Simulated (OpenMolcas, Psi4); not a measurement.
**CHClGeNO (SMILES O=C=[N][GeH][Cl]): the dipole moment, rung by rung**

CHClGeNO has 6 atoms, charge 0, and is taken as a doublet. SMILES: `O=C=[N][GeH][Cl]`. Geometry: relaxed at PBE0-D4/def2-TZVP. This is one conformer, not always the lowest.

```xyz
6

O     0.0241   -1.6171   -2.2451
C    -0.2429   -1.0200   -1.2847
N    -0.5752   -0.4543   -0.2730
Ge   -0.1533    1.0673    0.6511
Cl    1.9469    0.9762    1.1328
H    -0.9577    0.9839    1.9727
```

Quantity: the dipole moment, in D. The values are calculated.

| level | kind | program | value (D) |
| --- | --- | --- | --- |
| UHF/def2-SVP | Hartree–Fock | OpenMolcas | 2.80 |
| USVWN5/def2-SVP | LDA | OpenMolcas | 1.88 |
| UBLYP/def2-SVP | GGA | OpenMolcas | 1.80 |
| UPBE-D3(BJ)/def2-SVP (density fitting) | GGA | Psi4 | 1.86 |
| U-r2SCAN/def2-SVP | meta-GGA | OpenMolcas | 2.13 |
| UB3LYP/def2-SVP | global hybrid | OpenMolcas | 2.10 |
| UBHLYP/def2-SVP | global hybrid | OpenMolcas | 2.44 |
| UM06-2X/def2-SVP | hybrid meta-GGA | OpenMolcas | 2.40 |

All-electron rows without a relativistic Hamiltonian named are non-relativistic. The values span 1.80 to 2.80 D. Magnitudes only.

The dipole moment rises with the share of exact exchange, from 1.80 D in BLYP through 2.10 D in B3LYP and 2.44 D in BHLYP to 2.80 D in Hartree–Fock. Two rows break a strict ordering by exchange fraction: r2SCAN, with none, lies marginally above B3LYP, and M06-2X falls just below BHLYP despite its slightly larger share.

The molecule is a pyramidal germanium-centred radical in which electropositive germanium donates density to chlorine and the isocyanate nitrogen. The trend probably reflects how far each method lets that polarisation go: semilocal functionals tend to over-delocalise charge and soften the bond dipoles, whereas Hartree–Fock, lacking correlation, tends to make polar bonds too ionic. Because the total is a vector sum of the Ge–Cl and Ge–NCO contributions, modest shifts in either can change it noticeably.

A moment between the semilocal and Hartree–Fock values is plausible, but the spread is not an error bar, since all rows share a small basis without diffuse functions.
